Electronic energy of CH₃SnF₃ minus that of CF₃SnH₃, both neutral singlets, from single-point calculations with Ansatz 0.2.0 and tblite 0.8.0 at the levels listed. Both structures were optimised with PBE-D4/def2-SVP, and the xTB rows use an electronic temperature of 300 K.

```
          result level  result isomer energy (kJ/mol)
              GFN1-xTB                         -106.6
              GFN2-xTB                         -233.9
           HF/def2-SVP                         -310.1
          HF/def2-TZVP                         -353.4
       PBE-D4/def2-SVP                         -278.2
   revPBE-D4/def2-TZVP                         -361.8
   r2SCAN-D4/def2-TZVP                         -362.1
      PBE0-D4/def2-SVP                         -278.2
     PBE0-D4/def2-TZVP                         -346.4
CAM-B3LYP-D4/def2-TZVP                         -355.7
     wB97X-V/def2-TZVP                         -354.9
         MP2/def2-TZVP                         -394.7
         CCSD/def2-SVP                         -327.9
      CCSD(T)/def2-SVP                         -324.6
```

The number in each row is the energy of CH₃SnF₃ minus that of CF₃SnH₃. It is negative in every row, so at every level of theory the isomer with fluorine on tin and hydrogen on carbon is the more stable of the two. All rows use the same two structures, optimised with PBE-D4 in the small def2-SVP basis, so what changes down the table is the treatment of the electrons. Two things need explaining: why the sign never changes, and why the size varies so much.

The two tight-binding rows at the top already have the right sign, but they fall well short in size. GFN1-xTB gives a preference 218 kJ/mol weaker than CCSD(T) in the small basis, and GFN2-xTB one that is 91 kJ/mol weaker. These methods would relax the structures somewhat differently, but the forces left on CF₃SnH₃ in GFN1-xTB suggest an energy gain of only about 10 kJ/mol there, which would weaken the preference further. Relaxing CH₃SnF₃ would strengthen it, but the forces on its fluorine and hydrogen atoms are of similar size, so that gain should be small too. The shortfall therefore lies mostly in the methods themselves, and its origin stays open.

The Hartree–Fock rows test a tempting explanation. Fluorine is crowded with electrons, and MP2, which adds electron correlation, gives the strongest preference in the table, so correlation might seem to drive fluorine to tin. Hartree–Fock is the limiting case in which each electron feels only the average field of the others. In the small basis it gives −310 kJ/mol, against −325 kJ/mol from CCSD(T), which is about 96 % of the preference. Correlation strengthens the preference a little, but it isn't the main cause.

This fits the chemistry. Correlation is large in each molecule, about 23 eV at the CCSD level, but both isomers have the same number of bonds and lone pairs. Most of it therefore cancels in the difference. What remains is an effect of bonding that a mean-field picture already contains.

A second explanation is just as tempting: fluorine goes to tin because the Sn–F bond is stronger than the C–F bond. The table can't separate single bonds, but rough recalled mean bond energies contradict the idea, with about 490 kJ/mol for C–F and 410 kJ/mol for Sn–F. Taken alone, the move of fluorine from carbon to tin would cost energy. On these values it pays only because hydrogen moves the other way, from a weak bond to tin (about 250 kJ/mol) into a strong bond to carbon (about 420 kJ/mol).

What counts, then, is how much more strongly each centre holds fluorine than hydrogen. With $D$ for a mean bond energy, and with the C–Sn bond taken as equal in both isomers, the exchange of three pairs gives

$$\Delta E \approx 3\,[(D_{\mathrm{CF}}-D_{\mathrm{CH}})-(D_{\mathrm{SnF}}-D_{\mathrm{SnH}})].$$

If both centres had the same margin for fluorine over hydrogen, $\Delta E$ would vanish, however strong the individual bonds were. With the rough values above, the margin is 70 kJ/mol at carbon and 160 kJ/mol at tin, so

$$\Delta E \approx 3\,(70-160) = -270\ \mathrm{kJ/mol}.$$

Bond polarity is the likely reason for the larger margin at tin, though no row tests it directly. Tin forms weaker covalent bonds than carbon, but that weakness should affect Sn–F and Sn–H alike and largely drop out of the margin. What survives is the extra strength that a bond gains when charge passes to fluorine, and tin gives up charge more readily than carbon. The same comparison can be tried wherever fluorine and hydrogen trade places: the more electropositive of two centres should tend to take the fluorine, even where its bond to fluorine is the weaker one.

No row of the table was used to set these bond energies, and the printed analysis below gives the steps of the sum. The sum has the right sign and order of magnitude, but its preference is about 90 kJ/mol weaker than the best estimate reached further down. An error of 10 kJ/mol in a single bond energy already shifts the result by 30 kJ/mol, so recalled values may account for much of the miss. The C–Sn bond may contribute too. Both tight-binding methods make carbon and tin positive in CF₃SnH₃ but give them opposite charges in CH₃SnF₃, which should favour the second isomer; how much this is worth is untested.

The density-functional rows show how strongly the basis set acts. For PBE0 the step from def2-SVP to def2-TZVP strengthens the preference by 68 kJ/mol, and for Hartree–Fock by 43 kJ/mol. A likely reason is that fluorine carries more negative charge on tin than on carbon, and a more negative atom needs more flexible functions. In the larger basis the five functionals lie between −346 and −362 kJ/mol. This spread is much smaller than the basis shift of PBE0, so a comparison of functionals across different basis sets would mostly measure the basis.

The same trap waits at the MP2 row. Its −395 kJ/mol lies 70 kJ/mol below the CCSD(T) value, which looks like a large failure of MP2, but the two rows also differ in basis. The coupled-cluster runs contain the MP2 energies in the small basis, and these give −359 kJ/mol. About half of the gap is therefore basis, and the other half, some 35 kJ/mol, is an excess of MP2 over CCSD(T) within the small basis.

In the last two rows the basis is the same, and the triple excitations change the preference by only 3 kJ/mol. The treatment of correlation is thus nearly settled within this small basis, while the basis itself is not. If the MP2 basis shift is added to the CCSD(T) value, the estimate for the larger basis is

$$-324.6-35.6 \approx -360\ \mathrm{kJ/mol}.$$

The Hartree–Fock shift would give about −368 kJ/mol instead.

This changes the verdict on PBE0. In the small basis its preference is 46 kJ/mol weaker than that of CCSD(T), but in the larger basis it is only about 14 kJ/mol weaker than the first estimate. The two estimates themselves differ by 8 kJ/mol, so they are too coarse to rank the functionals. The outer-core electrons of tin were also correlated without the basis functions meant for them, which adds uncertainty to the MP2 and coupled-cluster rows. The sign is beyond doubt at these levels; the open question is where CCSD(T) would settle in a larger basis that also describes the outer core of tin.

The analysis program printed:

```
HF share of the CCSD(T) preference, both def2-SVP (%): 95.53
correlation part in CCSD(T), def2-SVP (kJ/mol): -14.5
correlation part in CCSD, def2-SVP (kJ/mol): -17.8
MP2 isomer energy in def2-SVP, from further outputs (kJ/mol): -359.1
correlation part in MP2, def2-SVP (kJ/mol): -49.04
correlation part in MP2, def2-TZVP (kJ/mol): -41.3
apparent gap, MP2/def2-TZVP less CCSD(T)/def2-SVP (kJ/mol): -70.1
part of that gap due to basis, MP2 in TZVP less MP2 in SVP (kJ/mol): -35.56
part of that gap due to method, MP2 less CCSD(T) in SVP (kJ/mol): -34.54
basis shift SVP to TZVP in HF (kJ/mol): -43.3
basis shift SVP to TZVP in PBE0 (kJ/mol): -68.2
estimate of CCSD(T)/def2-TZVP with the MP2 basis shift (kJ/mol): -360.2
estimate of CCSD(T)/def2-TZVP with the HF basis shift (kJ/mol): -367.9
most negative functional in def2-TZVP (kJ/mol): -362.1
least negative functional in def2-TZVP (kJ/mol): -346.4
spread of the functionals in def2-TZVP (kJ/mol): 15.7
PBE0 less CCSD(T), both def2-SVP (kJ/mol): 46.4
PBE0/def2-TZVP less the estimate with the MP2 shift (kJ/mol): 13.76
GFN1-xTB less CCSD(T)/def2-SVP (kJ/mol): 218
GFN2-xTB less CCSD(T)/def2-SVP (kJ/mol): 90.7
rough GFN1 relaxation energy of CF3SnH3, order of magnitude (kJ/mol): 8.47
rough bond sum, three F moved from C to Sn (kJ/mol): 240
rough bond sum, three H moved from Sn to C (kJ/mol): -510
rough bond sum, whole exchange (kJ/mol): -270
rough bond sum less the estimate with the MP2 shift (kJ/mol): 90.16
change of the bond sum if one bond energy is off by 10 kJ/mol (kJ/mol): 30
```
